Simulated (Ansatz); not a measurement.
# Compressing Ge: a fit and a missing row

Ge, P4_32_12, a = 5.925 Å, c = 6.971 Å. This isn't the element's structure at ambient conditions. Ansatz: PBEsol, PAW, 420 eV, Γ-centred 6×6×6 mesh on 12 atoms, Gaussian smearing 0.02 eV; no spin polarisation. Shape and atoms are relaxed at each volume; pressure is positive in compression.

| V (Å³/atom) | P (GPa) |
| --- | --- |
| 19.168 | 4.20 |
| 19.780 | ? |
| 20.392 | 0.02 |
| 21.004 | -1.62 |
| 21.615 | -2.97 |

Take V0 = 20.392 Å³/atom, count pressures from its P0 = 0.02 GPa, fit the third-order Birch–Murnaghan form to the other rows, and predict the missing pressure.

With the Eulerian strain f = ½[(V0/V)^(2/3) − 1] and y = (P − P0)/[3f(1 + 2f)^(5/2)], the form is the line y = B0 + 1.5 B0 (B0′ − 4) f. Rows (f, y): 0.02107, 59.6; -0.00976, 58.8; -0.01904, 57.7. Means f = -0.002577, y = 58.700; Σ(Δf)² = 0.0008818, ΣΔfΔy = 0.03703; the slope is their ratio. y = 58.81 + 41.99 f GPa, so B0 = 58.8 GPa and B0′ = 4 + 2 × (41.99)/(3 × 58.81) = 4.48. At V = 19.780, f = 0.01026, y = 59.24 and P = 1.94 GPa. The run gave 1.91 GPa, so the fit is 0.03 GPa too high, a small miss on the scale of the series.

The pressure climbs faster on compression than it falls on expansion over equal volume steps, as it would even with B0′ equal to 4; B0′ comes out above 4 because the fitted line of y against f has a positive slope. Squeezing the covalent network brings on steeply rising Pauli repulsion, whereas stretching weakens the bonding that restores the volume. This tetragonal form is a dense network of distorted tetrahedra, and B0 = 58.8 GPa makes it softer than the less dense diamond-type Ge. Probably part of the compression is taken up by bond-angle changes, which cost less energy than shortening bonds.

The recovered row lies between fitted volumes, so the small miss supports the curve as an interpolation but says little about higher pressures. B0 is better determined than B0′: the latter rests on a slight slope through three points, and close to V0 the division by a small strain magnifies any error in the pressures, including that in P0. A smooth compression curve doesn't show where this phase would become favoured over its competitors, since that requires their relative enthalpies.
